\section*{Extraordinary index and walk-off angle in a uniaxial crystal}

In a uniaxial crystal the energy of one of the two plane waves does not travel along its wave vector. The angle between the two directions is the walk-off angle, and a beam displacer puts it to use. This page derives the index of that wave, its ray direction, the largest walk-off, and the displacement produced by a plane-parallel plate.

\subsection*{Premises and conventions}

\begin{enumerate}
\item The crystal is homogeneous, linear and non-magnetic, $\mathbf B=\mu_0\mathbf H$, with no free charges or currents.
\item The response is local, $\mathbf D=\epsilon_0\,\varepsilon(\omega)\,\mathbf E$, with a tensor $\varepsilon$ that does not depend on the wave vector.
\item The crystal is transparent at $\omega$ and there is no static magnetic field or magnetic order. Absence of loss makes $\varepsilon$ Hermitian and reciprocity makes it symmetric, so it is real and symmetric. Its eigenvalues are taken positive.
\item The point group contains a rotation axis of order $N=3$, 4 or 6, called $z$.
\end{enumerate}

Fields vary as $\exp[i(\mathbf k\cdot\mathbf r-\omega t)]$, formulas are in SI form, $k_0=\omega/c=2\pi/\lambda$ with $\lambda$ the vacuum wavelength, and $\mathbf k=nk_0\mathbf s$ with $\mathbf s$ a real unit vector, the wave normal. The angle $\theta$ runs from $z$ to $\mathbf s$ and $\theta_r$ from $z$ to the ray, with $0\le\theta\le 90^\circ$. The walk-off angle is signed,
\begin{equation}
\rho=\theta_r-\theta ,
\end{equation}
so $\rho<0$ means that the ray lies closer to the axis than the wave normal does.

\subsection*{Step 1: form of the dielectric tensor}

The tensor must be unchanged by the rotation $R$ through $\phi=2\pi/N$ about $z$, $\varepsilon=R\varepsilon R^{T}$. Under $R$ the pair $(\varepsilon_{xz},\varepsilon_{yz})$ turns as a plane vector through $\phi$, the pair $(\varepsilon_{xx}-\varepsilon_{yy},\,2\varepsilon_{xy})$ turns through $2\phi$, and $\varepsilon_{zz}$ and $\varepsilon_{xx}+\varepsilon_{yy}$ are invariant. A non-zero plane vector is unchanged only by a turn through a multiple of $2\pi$. For $N\ge3$ neither $\phi$ nor $2\phi$ is such a multiple, so both pairs vanish and
\begin{equation}
\varepsilon=\mathrm{diag}(n_o^2,\;n_o^2,\;n_e^2).
\label{eq:eps}
\end{equation}
This defines the principal indices $n_o$ and $n_e$. The crystal is called positive if $n_e>n_o$ and negative if $n_e<n_o$. The tensor \eqref{eq:eps} is invariant under every rotation about $z$, the optic axis, so $x$ may be chosen such that $\mathbf s=(\sin\theta,0,\cos\theta)$. The $xz$ plane, which holds $\mathbf s$ and the axis, is the principal plane.

\subsection*{Step 2: wave equation and the two indices}

For a plane wave the curl equations of Maxwell read
\begin{equation}
\mathbf k\times\mathbf E=\omega\mu_0\mathbf H,\qquad \mathbf k\times\mathbf H=-\omega\mathbf D .
\label{eq:curl}
\end{equation}
They show that $\mathbf D$ and $\mathbf H$ are perpendicular to $\mathbf s$, and that $\mathbf H$ is perpendicular to both $\mathbf E$ and $\mathbf D$. Nothing forces $\mathbf E$ to be perpendicular to $\mathbf s$. Insert the first equation into the second, use $\mathbf s\times(\mathbf s\times\mathbf E)=\mathbf s(\mathbf s\cdot\mathbf E)-\mathbf E$ and $\mu_0\epsilon_0c^2=1$:
\begin{equation}
n^2\left[\mathbf E-\mathbf s(\mathbf s\cdot\mathbf E)\right]=\varepsilon\mathbf E .
\label{eq:wave}
\end{equation}
In components,
\begin{equation}
\begin{pmatrix}
n^2\cos^2\theta-n_o^2&0&-n^2\sin\theta\cos\theta\\
0&n^2-n_o^2&0\\
-n^2\sin\theta\cos\theta&0&n^2\sin^2\theta-n_e^2
\end{pmatrix}
\begin{pmatrix}E_x\\E_y\\E_z\end{pmatrix}=0 .
\end{equation}
The $y$ component decouples. A field along $y$ requires $n=n_o$ for every $\theta$: this is the ordinary wave. Its $\mathbf E$ is parallel to $\mathbf D$ and perpendicular to $\mathbf s$, as in an isotropic medium. A field in the principal plane requires the $xz$ determinant to vanish,
\begin{equation}
(n^2\cos^2\theta-n_o^2)(n^2\sin^2\theta-n_e^2)-n^4\sin^2\theta\cos^2\theta=0 .
\end{equation}
The terms in $n^4$ cancel, which leaves $n_o^2n_e^2=n^2(n_e^2\cos^2\theta+n_o^2\sin^2\theta)$. Division by $n^2n_o^2n_e^2$ gives the index of the extraordinary wave,
\begin{equation}
\frac1{n^2(\theta)}=\frac{\cos^2\theta}{n_o^2}+\frac{\sin^2\theta}{n_e^2}.
\label{eq:n}
\end{equation}
From here on $n$ means $n(\theta)$. It moves monotonically from $n_o$ along the axis, where the two waves are degenerate, to $n_e$ at $90^\circ$. The constant $n_e$ and the function $n(\theta)$ are easily confused, and they agree only at $90^\circ$.

\subsection*{Step 3: fields and energy flow of the extraordinary wave}

$\mathbf D$ lies in the principal plane and is perpendicular to $\mathbf s$, so it points along $\mathbf t=(\cos\theta,0,-\sin\theta)$, the unit vector of increasing $\theta$. With a real amplitude $D$, inversion of \eqref{eq:eps} gives
\begin{equation}
\mathbf D=D\,\mathbf t,\qquad
\mathbf E=\frac{D}{\epsilon_0}\left(\frac{\cos\theta}{n_o^2},\,0,\,-\frac{\sin\theta}{n_e^2}\right).
\label{eq:fields}
\end{equation}
$\mathbf H$ is perpendicular to $\mathbf s$ and $\mathbf D$, hence along $\hat{\mathbf y}$. Since $\mathbf s\times\hat{\mathbf y}=-\mathbf t$, the second equation of \eqref{eq:curl} fixes $\mathbf H=(cD/n)\,\hat{\mathbf y}$. With $\mathbf E\times\hat{\mathbf y}=(-E_z,0,E_x)$ the time-averaged Poynting vector is
\begin{equation}
\mathbf S=\tfrac12\mathrm{Re}\,(\mathbf E\times\mathbf H^*)=\frac{cD^2}{2\epsilon_0 n}\left(\frac{\sin\theta}{n_e^2},\,0,\,\frac{\cos\theta}{n_o^2}\right).
\label{eq:S}
\end{equation}
The ray is the direction of $\mathbf S$, and the ratio $S_x/S_z$ gives
\begin{equation}
\tan\theta_r=\frac{n_o^2}{n_e^2}\tan\theta .
\label{eq:ray}
\end{equation}
To obtain $\rho$, resolve $\mathbf S$ along $\mathbf s$ and $\mathbf t$. By \eqref{eq:n}, $\mathbf S\cdot\mathbf s=cD^2/(2\epsilon_0n^3)$, which is positive, so $|\rho|<90^\circ$. The transverse part is $\mathbf S\cdot\mathbf t=(cD^2/2\epsilon_0n)(n_e^{-2}-n_o^{-2})\sin\theta\cos\theta$. Because $\mathbf t$ points towards larger polar angle, $\tan\rho=\mathbf S\cdot\mathbf t/\mathbf S\cdot\mathbf s$, that is
\begin{equation}
\tan\rho=\frac{n^2(\theta)}{2}\left(\frac1{n_e^2}-\frac1{n_o^2}\right)\sin2\theta
=\frac{(n_o^2-n_e^2)\tan\theta}{n_e^2+n_o^2\tan^2\theta}.
\label{eq:rho}
\end{equation}
The second form follows on inserting \eqref{eq:n} and multiplying numerator and denominator by $n_o^2n_e^2/\cos^2\theta$. The walk-off vanishes at $0^\circ$ and $90^\circ$. In a positive crystal $\rho<0$ and the ray leans towards the axis, and in a negative crystal it leans away. The vectors $\mathbf s$, $\mathbf S$, $\mathbf D$ and $\mathbf E$ all lie in the plane normal to $\mathbf H$, with $\mathbf D\perp\mathbf s$ and $\mathbf E\perp\mathbf S$, so $|\rho|$ is also the angle between $\mathbf E$ and $\mathbf D$. For the ordinary wave that angle is zero and the ray follows $\mathbf s$.

\subsection*{Step 4: the ray is normal to the wave-vector surface}

Multiply \eqref{eq:n} by $k^2=n^2k_0^2$ and restore the rotational symmetry about $z$:
\begin{equation}
G(\mathbf k,\omega)=\frac{k_x^2+k_y^2}{n_e^2}+\frac{k_z^2}{n_o^2}-\frac{\omega^2}{c^2}=0 .
\label{eq:G}
\end{equation}
At fixed $\omega$ this is a spheroid with semi-axis $n_ok_0$ along $z$ and $n_ek_0$ across it. Differentiating $G(\mathbf k,\omega(\mathbf k))=0$ gives the group velocity $\mathbf v_g=-\nabla_{\mathbf k}G/\partial_\omega G$. In a transparent window $n_o^2$ and $n_e^2$ grow with $\omega$, so every term of $\partial_\omega G$ is negative and $\mathbf v_g$ points along $\nabla_{\mathbf k}G=2(k_x/n_e^2,\,k_y/n_e^2,\,k_z/n_o^2)$. For $k_y=0$ this is the direction of \eqref{eq:S}. A wave packet therefore moves along the Poynting vector, and the frequency dependence of the indices changes its speed, while its direction is fixed by $n_o$ and $n_e$ at the carrier frequency.

\subsection*{Step 5: the largest walk-off}

Write $\tan\theta=(n_e/n_o)\,e^{u}$, which maps $0<\theta<90^\circ$ onto all real $u$. The denominator of the second form of \eqref{eq:rho} becomes $n_e^2(1+e^{2u})$, and since $e^u/(1+e^{2u})=1/(2\cosh u)$,
\begin{equation}
\tan\rho=\frac{n_o^2-n_e^2}{2n_on_e}\,\frac1{\cosh u}.
\label{eq:cosh}
\end{equation}
The function $\cosh u$ has its only minimum, equal to 1, at $u=0$, and $|\rho|$ grows with $|\tan\rho|$. The walk-off is therefore largest at
\begin{equation}
\tan\theta^*=\frac{n_e}{n_o},\qquad
|\tan\rho^*|=\frac{|n_o^2-n_e^2|}{2n_on_e},
\label{eq:max}
\end{equation}
with $\rho^*$ of the sign of $n_o-n_e$. Four consequences are used later.
\begin{itemize}
\item By \eqref{eq:ray}, $\tan\theta_r^*=n_o/n_e$, so $\theta^*+\theta_r^*=90^\circ$ and $\theta^*=45^\circ-\rho^*/2$.
\item With $\cos^2\theta^*=n_o^2/(n_o^2+n_e^2)$, eq.~\eqref{eq:n} gives $n^2(\theta^*)=(n_o^2+n_e^2)/2$.
\item From \eqref{eq:max}, $\cos\rho^*=2n_on_e/(n_o^2+n_e^2)$. At $\theta=45^\circ$, eq.~\eqref{eq:rho} gives $\tan\rho=(n_o^2-n_e^2)/(n_o^2+n_e^2)=\sin\rho^*$, smaller than the maximum by the factor $\cos\rho^*$.
\item $\tan\rho^*=\tfrac12(n_o/n_e-n_e/n_o)=\sinh\ln(n_o/n_e)$, so only the ratio of the indices matters, and small changes give $\delta\tan\rho^*=(\delta n_o/n_o-\delta n_e/n_e)/\cos\rho^*$.
\end{itemize}
Near the maximum $du/d\theta=2/\sin2\theta$ and $\sin2\theta^*=\cos\rho^*$, so a deviation $\delta\theta$ in radians lowers $|\tan\rho|$ by the fraction $u^2/2\approx2\,\delta\theta^2/\cos^2\rho^*$.

\subsection*{Step 6: displacement of a beam by a plate}

Take a plate of thickness $L$ in vacuum, with face normal $\mathbf s=(\sin\theta,0,\cos\theta)$, so that $\theta$ is now the cut angle. The faces contain $\mathbf t$ and $\hat{\mathbf y}$, with coordinates $\xi$ and $y$. Translation symmetry along the faces conserves the tangential wave vector, so each plane-wave component of a beam keeps its $q=\mathbf k\cdot\mathbf t$ and $p=k_y$ throughout. Put $\mathbf k=q\mathbf t+p\hat{\mathbf y}+\kappa\mathbf s$, that is $k_x=q\cos\theta+\kappa\sin\theta$ and $k_z=-q\sin\theta+\kappa\cos\theta$, into \eqref{eq:G}:
\begin{equation}
A\kappa^2+2Bq\kappa+Cq^2+\frac{p^2}{n_e^2}=k_0^2 ,
\end{equation}
with $A=1/n^2(\theta)$, $B=(n_e^{-2}-n_o^{-2})\sin\theta\cos\theta$ and $C=\cos^2\theta/n_e^2+\sin^2\theta/n_o^2$. By \eqref{eq:rho}, $B/A=\tan\rho$. The quadratic form in $(\kappa,q)$ is the rotated form $\mathrm{diag}(n_e^{-2},n_o^{-2})$, so its determinant is $AC-B^2=1/(n_o^2n_e^2)$. The root that carries energy forward is
\begin{equation}
\kappa=-q\tan\rho+\sqrt{n^2k_0^2-\frac{n^4q^2}{n_o^2n_e^2}-\frac{n^2p^2}{n_e^2}} .
\label{eq:kappa}
\end{equation}
Crossing the plate multiplies each component $e^{iq\xi+ipy}$ by $e^{i\kappa L}$. The first term of \eqref{eq:kappa} turns $e^{iq\xi}$ into $e^{iq(\xi-L\tan\rho)}$ for every $q$, which is a rigid translation of the whole profile by $L\tan\rho$ along $\mathbf t$. The square root is even in $q$ and $p$. For a beam at normal incidence with an even angular spectrum it keeps the profile even, so it spreads the beam without moving its centre. The ordinary wave has $\kappa=(n_o^2k_0^2-q^2-p^2)^{1/2}$, with no linear term, and goes straight through. The two polarisations leave the plate separated by
\begin{equation}
d=L\,|\tan\rho| ,
\label{eq:d}
\end{equation}
and both leave along the normal, because their spectra remain centred on $q=p=0$. The phase gained by the extraordinary beam is $nk_0L$, with the thickness and not the longer ray path $L/\cos\rho$.

Expanding the root to second order,
\begin{equation}
\kappa\approx nk_0-q\tan\rho-\frac{q^2}{2k_0n_\parallel}-\frac{p^2}{2k_0n_\perp},\qquad
n_\parallel=\frac{n_o^2n_e^2}{n^3},\quad n_\perp=\frac{n_e^2}{n}.
\label{eq:par}
\end{equation}
An isotropic medium has its index in both places, so the extraordinary beam diffracts as in media of index $n_\parallel$ and $n_\perp$ in the two transverse directions and is slightly astigmatic. For incidence tilted by a small angle $\alpha$ towards $\mathbf t$, the spectrum is centred on $q=k_0\sin\alpha$, and stationary phase puts the exit point at $\xi=-L\,\partial\kappa/\partial q$. To first order in $\alpha$ the signed separation is
\begin{equation}
\xi_e-\xi_o=L\left[\tan\rho+\left(\frac1{n_\parallel}-\frac1{n_o}\right)\sin\alpha\right].
\label{eq:tilt}
\end{equation}
At normal incidence the tangential field of the extraordinary wave is $\mathbf E\cdot\mathbf t=D/(\epsilon_0n^2)$, so $H/(\mathbf E\cdot\mathbf t)=\epsilon_0cn$, the admittance of an isotropic medium of index $n(\theta)$. An uncoated face reflects the fraction $[(n-1)/(n+1)]^2$ of the extraordinary power, and the same expression in $n_o$ of the ordinary power.

\subsection*{Range of validity}

Equations \eqref{eq:n}, \eqref{eq:ray}, \eqref{eq:rho} and \eqref{eq:max} are exact consequences of the four premises, for birefringence of any size and either sign. They fail with the premises.
\begin{itemize}
\item \emph{Absorption.} With complex $n_o$ and $n_e$ the group velocity loses its simple meaning and real angles no longer describe the wave. The photon energy must lie between the lattice absorption and the electronic edge.
\item \emph{Sign of the tensor.} If $n_o^2$ and $n_e^2$ have opposite signs, \eqref{eq:G} is a hyperboloid and \eqref{eq:max} has no real solution.
\item \emph{Spatial dispersion.} A term linear in $\mathbf k$ gives optical activity, which makes the modes elliptical near the axis, as in quartz. Inversion symmetry forbids it. Quadratic terms are expected to be of relative order $(ka)^2$, with $a$ the lattice constant, away from resonances.
\item \emph{Symmetry.} Stress, applied fields or a lower crystal symmetry make the tensor biaxial in general.
\item \emph{Intensity.} The response must remain linear.
\end{itemize}
Equation \eqref{eq:d} needs in addition parallel faces, incidence close to normal in the sense of \eqref{eq:tilt}, negligible multiple reflection, and transmission amplitudes that are nearly constant over the angular spectrum. Components with $p\neq0$ have their own principal plane: the ordinary field, along $\mathbf k\times\hat{\mathbf z}$, acquires a $\mathbf t$ component $p\cot\theta/(n_ok_0)$ in size relative to its $y$ component. The power so mixed between the two outputs is, for $\cot\theta\approx1$, at most of the order of the squared divergence angle. The beams are resolved only if $d$ is several beam radii.

\subsection*{Illustration: YVO$_4$ displacer at 1550 nm}

YVO$_4$ has the tetragonal, centrosymmetric zircon structure, so it is uniaxial and not optically active. The photon energy is $hc/\lambda=0.800$ eV, and 1550 nm lies well inside the typical transparency range of about 400 to 5000 nm. The inputs are typical indices near 300 K, $n_o\approx1.945$ and $n_e\approx2.149$, with an assumed $L=10$ mm and an assumed Gaussian waist $w=0.2$ mm ($1/e^2$ intensity radius). All results are those of the model with these inputs.

The squares are $n_o^2=3.783$ and $n_e^2=4.618$. Equation \eqref{eq:max} gives the optimum cut, and \eqref{eq:n}, \eqref{eq:ray}, \eqref{eq:rho} and \eqref{eq:d} give the table.
\begin{center}
\begin{tabular}{cccccc}
$\theta$ (deg)&$n(\theta)$&$\theta_r$ (deg)&$\tan\rho$&$\rho$ (deg)&$d$ (mm)\\\hline
45&2.039&39.32&$-0.0994$&$-5.68$&0.994\\
47.85 (optimum)&2.050&42.15&$-0.0999$&$-5.71$&0.999
\end{tabular}
\end{center}
The $45^\circ$ cut gives up $1-\cos\rho^*=0.5$ per cent of the displacement, and a deviation of $1^\circ$ from the optimum cut costs the fraction $6\times10^{-4}$. The third figure of $d$ serves only to compare the two rows: changes of $0.001$ in opposite directions in the two indices move $d$ by 1.0 per cent, by the last item of Step 5. With thermo-optic coefficients of typical order $10^{-5}$ K$^{-1}$, a swing of 50 K changes each index by about $5\times10^{-4}$, and so $d$ by at most about 0.5 per cent.

The neglected effects at the optimum cut are small. With $a\approx7.1$ \AA, $(nk_0a)^2=3\times10^{-5}$, against an anisotropy $(n_e^2-n_o^2)/n_o^2=0.22$. Equation \eqref{eq:par} gives $n_\parallel=2.029$ and $n_\perp=2.253$, so the coefficient in \eqref{eq:tilt} is $-0.0214$ and a tilt of $1^\circ$ changes $d$ by 0.4 per cent. The shortest Rayleigh range in the crystal is the ordinary one, $\pi w^2n_o/\lambda=158$ mm, far longer than $L$. The vacuum divergence $\lambda/(\pi w)$ is 2.5 mrad, with square $6\times10^{-6}$, and $d/w=5.0$, so the beams are well resolved. Uncoated faces would each reflect 10 per cent of the ordinary and 12 per cent of the extraordinary power, which calls for antireflection coatings but does not alter $d$.

The same formulas describe light sent through a wafer. Take a low-doped 4H-SiC plate, whose class $6mm$ permits no optical rotation, with approximate indices $n_o\approx2.56$ and $n_e\approx2.61$ at 1550 nm, and with the offcut of $4^\circ$ and thickness of 350 $\mu$m typical of epitaxy wafers. Its largest possible walk-off is $-1.1^\circ$. At $\theta=4^\circ$ eq.~\eqref{eq:rho} gives $\rho=-0.15^\circ$ and $d=0.9$ $\mu$m, good to about one figure because the index difference is an input of one figure. Free carriers in a heavily doped wafer absorb and shift both indices, which this model omits. The SiC model thus splits the polarisations by less than one wavelength, while the YVO$_4$ model, with $|\rho|\approx5.7^\circ$, gives 1.0 mm of separation for 10 mm of crystal.